Q: Which volume does this cadmium sulphide crystal prefer? Can I just take the row with the lowest energy?

Zincblende CdS at scaled volumes with cell shape and fractional coordinates fixed, computed with GPAW 26.7.0 using BLYP-D3(BJ), PAW data sets made for BLYP, a 600 eV plane-wave cutoff, a 6×6×6 k mesh and Fermi-Dirac smearing of 0.05 eV, without spin polarisation. Energies are counted from the minimum of the equation-of-state fit.

```
volume (Å³/atom)  energy (meV/atom)  pressure (GPa)
           23.32             28.330           5.240
           23.82             14.570           3.590
           24.31              5.590           2.130
           24.81              0.930           0.810
           25.30              0.150          -0.370
           25.80              2.790          -1.420
           26.30              8.530          -2.360
```

A: The lowest row, 25.30 Å³ per atom, is close but isn't the answer. Look at the pressure column, which tells you what the crystal does at each volume: positive means it pushes outwards, negative means it pulls inwards. At 24.81 it still pushes with 0.81 GPa, and at 25.30 it already pulls with 0.37 GPa. The resting volume must lie between these two rows, and an equation-of-state fit to all seven energies puts it at 25.16 Å³ per atom. The energy column is counted from the minimum of that fit, which is why no row shows exactly zero.

Q: Why is it harder to squeeze the crystal than to stretch it?

A: Two forces balance at rest. Bonding draws the atoms together and changes gently with distance. Repulsion between the filled electron shells of neighbouring atoms keeps them apart, and it changes steeply because it depends on how far the shells overlap.

Now go to the two limits. Under strong compression the overlap grows quickly, so each further step inwards meets more resistance than the last. Under strong expansion the repulsion has died away, only a weakening attraction is left, and in the end nothing resists at all. A crystal near rest sits between these limits and must therefore stiffen on one side and soften on the other.

The table shows just that. The volume steps are equal, but the most compressed one changes the pressure by 1.65 GPa and the most expanded one by only 0.94 GPa. The numbers establish the lopsidedness; that shell repulsion causes it is the standard theoretical explanation, since the table doesn't separate the forces.

Q: Could I still treat the crystal as an ordinary spring?

A: For small changes, yes. At the resting volume V₀ the slope of the energy is zero, so the first term that matters is quadratic in the volume change. Its strength is set by the bulk modulus B₀, the pressure needed per relative change of volume. This gives

E = B₀ (V − V₀)² / (2 V₀)

P = −B₀ (V − V₀) / V₀

where E is the energy per atom above the minimum, V the volume per atom and P the pressure. The same fit to the seven energies gives B₀ = 58.2 GPa.

In the two rows next to the minimum this spring reproduces the energy to about 0.01 meV per atom. At the smallest volume it gives 24.6 meV where the table has 28.3, which is 13 % too low. At the largest volume it is 9 % too high. The errors have opposite signs because a spring has one stiffness, while the crystal is stiffer than that on one side and softer on the other.

Q: What is the least I must add to get the compressed side right?

A: You need a measure of compression that already knows about crowding. The Birch-Murnaghan equation uses one based on squared lengths instead of volumes:

f = [(V₀/V)^(2/3) − 1] / 2

The energy is written as a term in f² plus a small term in f³, and its slope with respect to volume gives the pressure:

P = 3 B₀ f (1 + 2f)^(5/2) [1 + 1.5 (B′ − 4) f]

Here B′ says how fast the modulus rises with pressure. With the quadratic term alone, B′ would be 4, so most of the stiffening comes from the choice of f. The fit to the energies gives B′ = 4.6, and the last bracket is only a modest correction.

Take the smallest volume as an example. The ratio V₀/V is 25.16/23.32 = 1.079, so f is about 0.026. The factor (1 + 2f)^(5/2) is then about 1.14, and the last bracket is about 1.02. The pressure becomes 3 × 58.2 × 0.026 × 1.14 × 1.02, or about 5.3 GPa. The table has 5.24 GPa, whereas the plain spring gives only 4.27 GPa.

The energy of this row was part of the fit, but its pressure was not, so the comparison is a fair test of the curve's slope. It applies to zincblende only. Real cadmium sulphide changes to the rocksalt structure at a few GPa, and the calculation holds the crystal in its original structure throughout.

Q: The two pressures still differ a little. Which digits can I trust?

A: The difference is small but systematic. In every row the printed pressure lies about 0.05 GPa below the Birch-Murnaghan curve, and this offset hardly varies along the series. Random noise would scatter to both sides.

The likely source is the plane-wave basis. A pressure computed directly from the stress asks how the energy changes when the cell grows while the set of waves stays the same. Those waves then describe the larger cell more coarsely, which raises its energy a little and adds a false inward pull. The energy curve hardly suffers from this, because at a fixed cutoff each larger cell gets more waves. The sign agrees with the table, but the explanation is untested; a run with a higher cutoff should shrink the offset if it is right.

For the resting volume the consequence is easy to work out. Divide the offset by the modulus and multiply by the volume: 0.05/58.2 × 25.16 is about 0.02 Å³ per atom. The printed pressures would thus vanish near 25.14 Å³ where the energies give 25.16 Å³. I would quote 25.16 Å³ with its last digit in doubt and a modulus of 58 GPa, remembering that mesh and cutoff were not varied here. Those digits describe this calculated crystal, with its atoms at rest. Agreement with a real sample is another matter, because the functional can shift the volume by far more than 0.02 Å³.

Q: How does the stiffness depend on the bond length? And could I use the same rule if another element replaced sulphur?

A: Within this one crystal the dependence is remarkably steep. Take two neighbouring rows, divide their pressure difference by their volume difference, and multiply by minus the mean volume: that is the local modulus. It falls from 78 GPa for the most compressed pair of rows to 49 GPa for the most expanded pair. The bond length grows by only 3.4 % between the midpoints of those pairs, yet more than a third of the stiffness is lost.

Expressed as a power law between these two end pairs, the modulus goes as the inverse 4.6th power of the volume. Volume grows as the cube of the bond length, so this is roughly the inverse 14th power of the bond length. Stretching every bond by 1 % thus leaves 1.01⁻¹⁴ ≈ 0.87 of the modulus, a loss of about 13 %.

Don't carry that power over to another compound. Replacing sulphur by tellurium does lengthen the bonds and soften the crystal, and replacing cadmium by zinc does the opposite. But each compound rests at its own minimum, where attraction and repulsion balance. Its bonds are longer because its atoms are larger, not because a given bond has been stretched, and so the stiffness varies much more gently from compound to compound than it does here.

Q: Suppose I change a setting instead and switch off the dispersion correction. Would the minimum move a little?

A: It would leave the table altogether. The D3 correction adds an attraction that depends only on where the atoms are, so at each volume it can be subtracted from the total energy without disturbing the electrons. What remains is the BLYP energy, and it falls at every step up to the largest volume. The crystal would go on expanding beyond 26.30 Å³ per atom.

The size of the effect is striking. The run lists its D3 energies in eV without saying whether they are per atom or for the two-atom cell. I assume the cell and halve them, which is the smaller reading; if they are per atom, the pull is twice as strong, and the BLYP energy still falls at every step. D3 then pulls inwards near the resting volume with about 5 GPa, as if the crystal sat in a press at 50,000 bar.

This changes how the resting volume should be judged. BLYP by itself is known to make solids too large, and D3 draws them back in. A sensible volume is therefore an achievement of the pair, and it would be a mistake to credit BLYP with it.

Q: If D3 pulls the atoms together so strongly, it must also make the crystal stiffer?

A: At a fixed volume it does the reverse. Stiffness isn't the strength of a pull but the way the pull changes when you move the atoms. Imagine first an attraction that pulls equally hard at every volume: it would shift the resting point and add nothing to the resistance against further stretching. The D3 pull in this crystal fades on expansion: its energy goes roughly as the inverse of the volume, so it holds on less firmly just when you stretch the crystal, and its contribution to the modulus is negative. Little of this is expected to come from the nearest Cd–S pairs, where the damping flattens the attraction; the more distant neighbours should supply most of it.

On the same assumption that they are listed per cell, the D3 energies give a contribution of about −10 GPa, taken as an average over the range of the table. At the resting volume the BLYP part alone would thus have a modulus of about 58 + 10 = 68 GPa, and D3 lowers it to the 58 GPa of the full calculation.

There is a second, indirect effect in the other direction. D3 holds the crystal at a smaller volume than BLYP would choose, and there the steep repulsion makes it stiffer. This effect is expected to be the larger one: releasing a pressure of 5 GPa with B′ near 4.6 should take BLYP from 68 GPa to roughly 45 GPa at its own minimum, below the 58 GPa found with D3. That is an extrapolation beyond the table. So when someone asks whether an attraction stiffens a solid, ask in return what is being held fixed. At the same volume a fading attraction softens it; by drawing the atoms closer, it also moves them to where they resist more.
